\section*{Appendix: Cooperative resonance fluorescence on the strontium clock line, a worked problem}

\subsection*{Statement}

An ensemble of $N$ atoms of $^{87}$Sr, all prepared in $|{}^1S_0,F=9/2,m_F=9/2\rangle$, couples on the $\pi$ component of the ${}^1S_0$--${}^3P_0$ clock line to one mode of a symmetric, lossless two-mirror cavity. Atoms, cavity and a mode-matched laser of power $P$ incident on one mirror are mutually resonant. The coupling is $\hbar g(a^\dagger S_-+S_+a)$ with the same $g$ for every atom, and $S_\pm$, $S_{x,y,z}$ are the collective spin operators with $S=N/2$ and $S_-=S_x-iS_y$. The data are typical or assumed values, chosen to represent clock-cavity experiments:
\begin{center}
\begin{tabular}{ll}
wavelength (typical) & $\lambda=698.4$ nm\\
${}^3P_0$ radiative lifetime (typical) & $\tau=1/\gamma=118$ s\\
single-photon coupling (typical) & $g=2\pi\times4.0$ Hz\\
cavity energy decay rate, FWHM (typical) & $\kappa=2\pi\times160$ kHz\\
atom number (assumed) & $N=2.0\times10^{5}$\\
single-atom pure dephasing time (assumed) & $T_2=1.0$ s
\end{tabular}
\end{center}
(a) Find the collective decay rate, the critical Rabi frequency and the critical power. (b) For $\Omega=2\pi\times32$ Hz find the Bloch vector, the relaxation time and the transmission. (c) Estimate the inversion at threshold. (d) For $\Omega=2\pi\times50$ Hz find the oscillation frequency and the transmission. (e) Size the processes that the collective model omits.

\subsection*{The model and its exact steady state}

With a real drive amplitude $E$ the cavity obeys $\dot a=-\kappa a/2-igS_-+E$ plus vacuum noise. For a cavity much faster than the atoms,
\begin{equation}
a\simeq-\frac{2ig}{\kappa}L,\qquad L=S_-+ib,\qquad b=\frac{\Omega}{\Gamma},\qquad \Gamma=\frac{4g^2}{\kappa},\qquad \Omega=2g\sqrt{n_0},
\label{eq:elim}
\end{equation}
where $n_0=(2E/\kappa)^2$ is the photon number of the empty cavity. Each mirror carries a rate $\kappa/2$, so an incident flux $\Phi=P\lambda/hc$ gives $n_0=2\Phi/\kappa$. With $\mathcal D[A]\rho=A\rho A^\dagger-\tfrac12\{A^\dagger A,\rho\}$ the atoms follow
\begin{equation}
\dot\rho=-i\Omega[S_x,\rho]+\Gamma\,\mathcal D[S_-]\rho=\Gamma\,\mathcal D[L]\rho .
\label{eq:me}
\end{equation}
The second form follows from $\mathcal D[S_-+\alpha]\rho=\mathcal D[S_-]\rho-\tfrac12[\alpha S_+-\alpha^*S_-,\rho]$ at $\alpha=ib$. Since $S_-$ is nilpotent, $L$ is invertible for $\Omega\neq0$. For $\rho=(L^\dagger L)^{-1}$ both $L\rho L^\dagger$ and $\tfrac12\{L^\dagger L,\rho\}$ equal the identity, so
\begin{equation}
\rho_{\rm ss}\propto\left(S_-+i\Omega/\Gamma\right)^{-1}\left(S_+-i\Omega/\Gamma\right)^{-1},
\label{eq:ss}
\end{equation}
the solution associated with Puri and Lawande (1979) and Carmichael (1980). It has full rank, and it is the only steady state in the $S=N/2$ manifold, on which $S_\pm$ act irreducibly.

Expanding each inverse as a finite geometric series in $S_\mp/b$, only equal powers survive in a trace with a diagonal operator:
\begin{equation}
b^2\,{\rm Tr}\,(L^\dagger L)^{-1}=W=\sum_{n=0}^{N}w_n,\qquad w_n=\frac{{\rm Tr}\,S_-^nS_+^n}{b^{2n}}=\frac{(n!)^2}{b^{2n}}\binom{N+n+1}{2n+1}.
\label{eq:w}
\end{equation}
The element $|\langle m+n|S_+^n|m\rangle|^2$ is symmetric under $m\to-m-n$, so the term $n$ has mean projection $-n/2$. The transmitted flux is $(\kappa/2)\langle a^\dagger a\rangle=\Gamma\langle L^\dagger L\rangle/2$, the incident flux is $\Gamma b^2/2$, and $\langle L^\dagger L\rangle=(N+1)\,b^2/W$. Hence, exactly within Eq.~\eqref{eq:me},
\begin{equation}
\langle S_z\rangle=-\frac{1}{2W}\sum_n n\,w_n,\qquad T=\frac{w_0}{W},\qquad \langle S_x\rangle=0,\qquad\langle S_y\rangle=b\,(1-T),
\label{eq:obs}
\end{equation}
where $T$ is the power transmission and the last two relations come from $\langle L\rangle=b^2\,{\rm Tr}\,L^{\dagger-1}/W=ibT$. The mean field amplitude is thus reduced by the factor $T$, so a part $T^2$ of the incident power is transmitted coherently and a part $T-T^2$ incoherently. Successive weights obey
\begin{equation}
\frac{w_{n+1}}{w_n}=\frac{2n+2}{2n+3}\;\frac{(N+1)^2-(n+1)^2}{4b^2}.
\label{eq:ratio}
\end{equation}
For large $N$ define $\Omega_c=N\Gamma/2$ and $\beta=2b/N=\Omega/\Omega_c$. If $\beta<1$ the weights grow until $n=Nu$ with $u=\sqrt{1-\beta^2}$, where they peak with a width of order $\sqrt N$. If $\beta>1$ they fall from the start and only $n$ of order one matters. Therefore
\begin{equation}
\langle S_z\rangle=-\frac N2\sqrt{1-\Omega^2/\Omega_c^2}\quad(\Omega<\Omega_c),\qquad \frac{\langle S_z\rangle}{N}\to0\quad(\Omega>\Omega_c).
\label{eq:sz}
\end{equation}

The dynamics follows from the exact relations $\tfrac{d}{dt}\langle S_-\rangle=\Gamma\langle S_zL\rangle$ and $\tfrac{d}{dt}\langle S_z\rangle=\Omega\langle S_y\rangle-\Gamma\langle S_+S_-\rangle$. Factorising products, with $\langle\mathbf S\rangle=(N/2)(x,y,z)$ and $x^2+y^2+z^2=1$,
\begin{equation}
\dot x=\Omega_c zx,\qquad \dot y=-(\Omega-\Omega_c y)\,z,\qquad \dot z=\Omega y-\Omega_c(1-z^2).
\label{eq:mf}
\end{equation}
Below threshold the fixed point $(0,\beta,-u)$ attracts at the rate $\Omega_cu=\sqrt{\Omega_c^2-\Omega^2}$ in both tangent directions. There the field radiated by the atoms cancels the drive inside the cavity. Eliminating $y$ gives $\ddot z=-\omega^2z+3\Omega_cz\dot z-\Omega_c^2z^3$ with $\omega^2=\Omega^2-\Omega_c^2$, and the substitution $z=-\dot\chi/(\Omega_c\chi)$ turns this into $\dddot\chi+\omega^2\dot\chi=0$. Above threshold every orbit on the sphere is therefore closed and has the same angular frequency
\begin{equation}
\omega=\sqrt{\Omega^2-\Omega_c^2}.
\label{eq:omega}
\end{equation}
The oscillation is undamped only in the limit $N\to\infty$ at fixed $\Omega_c$. At finite $N$ it decays towards Eq.~\eqref{eq:ss} at a rate of order $\Gamma$.

\subsection*{(a) Rates and threshold}

\begin{equation}
\Gamma=2\pi\times\frac{4\,(4.0\ {\rm Hz})^2}{160\times10^{3}\ {\rm Hz}}=2\pi\times0.40\ {\rm mHz},\qquad \Omega_c=\frac{N\Gamma}{2}=2\pi\times40\ {\rm Hz}.
\end{equation}
Thus $1/\Gamma=398$ s. The elimination of the cavity is controlled by $N\Gamma/\kappa=5.0\times10^{-4}$, and $\Omega/\kappa$ is of the same order. The lifetime gives $\gamma=2\pi\times1.35$ mHz and a single-atom cooperativity $C=\Gamma/\gamma=0.30$. At threshold
\begin{equation}
n_0=\left(\frac{Ng}{\kappa}\right)^2=25,\qquad \Phi_c=\frac{\kappa n_0}{2}=1.257\times10^{7}\ {\rm s^{-1}},
\end{equation}
and with $hc/\lambda=2.844\times10^{-19}$ J the critical power of the model is $P_c=3.57$ pW. In general $P=\beta^2P_c$.

\subsection*{(b) Below threshold, $\Omega=2\pi\times32$ Hz}

Here $\beta=0.80$, $u=0.60$, $n_0=16$ and $P=2.29$ pW. Equations \eqref{eq:obs} and \eqref{eq:sz} give
\begin{equation}
\langle S_y\rangle=\frac{32\ {\rm Hz}}{0.40\ {\rm mHz}}=8.0\times10^{4},\qquad \langle S_z\rangle=-6.0\times10^{4}.
\end{equation}
The Bloch vector stands $\arcsin\beta=53.1^\circ$ from the ground-state pole and $N(1-u)/2=4.0\times10^{4}$ atoms are excited. The relaxation rate is $2\pi\times\sqrt{40^2-32^2}\ {\rm Hz}=2\pi\times24$ Hz, a time of 6.63 ms. Summing the logarithm of Eq.~\eqref{eq:ratio} up to the peak gives, to leading order in $N$,
\begin{equation}
\ln T\simeq-N\int_0^u\ln\frac{1-s^2}{\beta^2}\,ds=-2N\,({\rm artanh}\,u-u)=-3.7\times10^{4}.
\end{equation}
Within the collective model the cavity is empty and reflects all the incident light. The actual floor of $T$ is set by the processes of part (e).

\subsection*{(c) At threshold}

For $\beta=1$ and $1\ll n\ll N$, the first factor of Eq.~\eqref{eq:ratio} accumulates to a power law $n^{-1/2}$ and the second to $\exp(-n^3/3N^2)$. Replacing sums by integrals, with $\Gamma_{\rm E}$ the Euler gamma function,
\begin{equation}
\frac{\langle S_z\rangle}{N/2}\simeq-\frac{3^{1/3}\,\Gamma_{\rm E}(1/2)}{\Gamma_{\rm E}(1/6)}\,N^{-1/3}=-0.459\,N^{-1/3}\approx-0.008 .
\end{equation}
Relative corrections are of order $N^{-1/3}=0.017$ times coefficients of order one, so one figure is kept. The peak $n=Nu$ merges with this scale $n\sim N^{2/3}$ when $1-\beta\sim N^{-2/3}=3\times10^{-4}$, which is the relative width of the rounded transition.

\subsection*{(d) Above threshold, $\Omega=2\pi\times50$ Hz}

Now $\beta=1.25$ and $P=5.58$ pW. Equation \eqref{eq:omega} gives $\omega=2\pi\times\sqrt{50^2-40^2}\ {\rm Hz}=2\pi\times30$ Hz, a period of 33.3 ms. With $\xi=\Omega_c/\Omega=0.80$, Eq.~\eqref{eq:ratio} reduces for $n\ll N^{2/3}$ to $w_n/w_0=4^n(n!)^2\xi^{2n}/(2n+1)!$, whose sum is $f(\xi)=\arcsin\xi/(\xi\sqrt{1-\xi^2})$. The steady state has
\begin{equation}
T=\frac{\xi\sqrt{1-\xi^2}}{\arcsin\xi}=0.518,\qquad
\langle S_z\rangle=-\frac{\xi}{4}\frac{d\ln f}{d\xi}=-0.554 .
\end{equation}
The inversion is of order one, against $N/2=10^5$. The transmitted power is 2.89 pW, and the coherent part is $T^2=0.268$ of the incident power.

A run that starts in the ground state shows something different for $t\ll1/\Gamma$. It follows the orbit $x=0$, $y=\sin\theta$, $z=-\cos\theta$ with $\dot\theta=\Omega-\Omega_c\sin\theta$. The instantaneous transmission $(1-\xi\sin\theta)^2$ swings between 0.04 and 3.24, exceeding unity while the atoms return stored energy. Its time average uses $dt=d\theta/\dot\theta$:
\begin{equation}
\bar T=\frac{\omega}{2\pi\Omega^2}\int_0^{2\pi}(\Omega-\Omega_c\sin\theta)\,d\theta=\frac{\omega}{\Omega}=0.60,
\end{equation}
or 3.35 pW. The value 0.518 belongs to a mixture over all orbits and phases, which quantum noise builds only on the scale $1/\Gamma$. The damping is simple for $\Omega\gg\Omega_c$. Averaging $\mathcal D[S_-]$ over the fast rotation about $x$ leaves $\mathcal D[S_x]+\tfrac12\mathcal D[S_y]+\tfrac12\mathcal D[S_z]$, which damps $S_y$ and $S_z$ at $3\Gamma/4$ for any $N$, a time of $5.3\times10^2$ s here. At $\beta=1.25$ this serves as an order of magnitude only.

\subsection*{(e) What the collective model omits}

\emph{Free-space decay.} This process breaks the conservation of $S$, and $\gamma/\Gamma=3.4$. Treating the line as closed, set $x=0$ and $\Omega_{\rm eff}=\Omega-\Omega_cy$. Then $\dot y=-\Omega_{\rm eff}z-\gamma y/2$ and $\dot z=\Omega_{\rm eff}y-\gamma(1+z)$. With $X=\Omega_{\rm eff}/\gamma$ the stationary states are those of absorptive bistability,
\begin{equation}
\Omega=\gamma X+\Omega_c\frac{2X}{1+2X^2},\qquad z=-\frac{1}{1+2X^2}.
\end{equation}
For $\Omega_c\gg\gamma$ the dark branch ends at $X=1/\sqrt2$, where $\Omega=\Omega_c/\sqrt2=2\pi\times28.3$ Hz and $z=-1/2$. The saturated branch, with $T\simeq1$ well above its lower end, reaches down to $2\sqrt{\gamma\Omega_c}=2\pi\times0.46$ Hz. State (b) lies beyond the end of the dark branch and is a plateau of finite duration. On it $y\simeq\beta$ is held by $\Omega_{\rm eff}=\gamma\beta/2|z|$, while $v=|z|$ drifts as $\dot v=-\gamma(\beta^2/2v-1+v)$ and reaches zero after
\begin{equation}
t=\tau\int_0^{u}\frac{2v\,dv}{2v^2-2v+\beta^2}=2.04\,\tau=2.4\times10^{2}\ {\rm s}.
\end{equation}
The coherent leak alone lifts the initial transmission to $(\gamma/2\Omega_cu)^2=8\times10^{-10}$. For strong drive the same decay damps the oscillation at $3\gamma/4$, in 157 s, faster than the collective noise. The steady-state values of parts (c) and (d) for $\langle S_z\rangle$ and $T$ above and at threshold, which rest on conserved $S$ over times of order $1/\Gamma$ in case (d), are thus properties of Eq.~\eqref{eq:me}, and the long-time state at $\Omega=2\pi\times50$ Hz is the saturated one.

\emph{Dephasing.} A transverse decay at $1/T_2$ gives in the same way $\Omega_{\rm eff}=\beta/(T_2v)$ and $v^2=u^2-2\beta^2t/T_2$. Plateau (b) lasts $T_2u^2/2\beta^2=0.28$ s, about 42 relaxation times, with an initial coherent transmission $(T_2\Omega_cu)^{-2}=4.4\times10^{-5}$. A strongly driven oscillation decays in $2T_2$, some 60 periods of case (d). With the assumed $T_2$ this process closes the observation window long before $\gamma$ or $\Gamma$ act. Static spreads of the clock frequency must likewise stay small against the restoring rate of $2\pi\times24$ Hz.

\emph{Second polarisation.} From ${}^3P_0$, $m_F=9/2$ the squared Clebsch--Gordan coefficients are $9/11$ for the $\pi$ line and $2/11$ for the $\sigma$ line to $m_F=7/2$. With the quantisation axis normal to the cavity axis, the orthogonal linear mode takes half of the $\sigma$ strength, a rate $\Gamma/9$ on an inverted transition. The two-level model requires that mode to be detuned by many $\kappa$.

\emph{Standing-wave coupling.} In a linear cavity with a trapping lattice of incommensurate period, $g_j=g\cos\phi_j$ with $\phi_j$ uniformly spread, and $g$, $\Gamma$, $\Omega$ now denote antinode values. Starting from the ground state, atom $j$ rotates by $\theta\cos\phi_j$. The averages $\overline{\cos\phi\,\sin(\theta\cos\phi)}=J_1(\theta)$ and $\overline{\cos(\theta\cos\phi)}=J_0(\theta)$ give
\begin{equation}
\dot\theta=\Omega-\Omega_cJ_1(\theta),\qquad \langle S_z\rangle=-\frac N2J_0(\theta).
\end{equation}
The dark state ends at the first maximum $J_1=0.582$, at $\theta=1.841$ rad. The threshold falls to $2\pi\times23.3$ Hz, or 1.21 pW, and the inversion jumps there from $-0.316\,N/2$ instead of vanishing continuously. Above it $\theta$ grows without bound, $J_0$ and $J_1$ decay as $\theta^{-1/2}$, and the oscillation washes out. For this common geometry the uniform model places the critical Rabi frequency too high by a factor 1.72 and the critical power by a factor 2.95, and the drive of part (b) is already above threshold.

All results are those of the model with the listed inputs. For uniform coupling to a single mode it predicts a threshold at $2\pi\times40$ Hz (3.57 pW), a dark state with $\langle S_z\rangle=-6.0\times10^4$ at $2\pi\times32$ Hz that forms in 6.63 ms and survives 0.28 s, and a 30 Hz modulation of the transmitted light at $2\pi\times50$ Hz.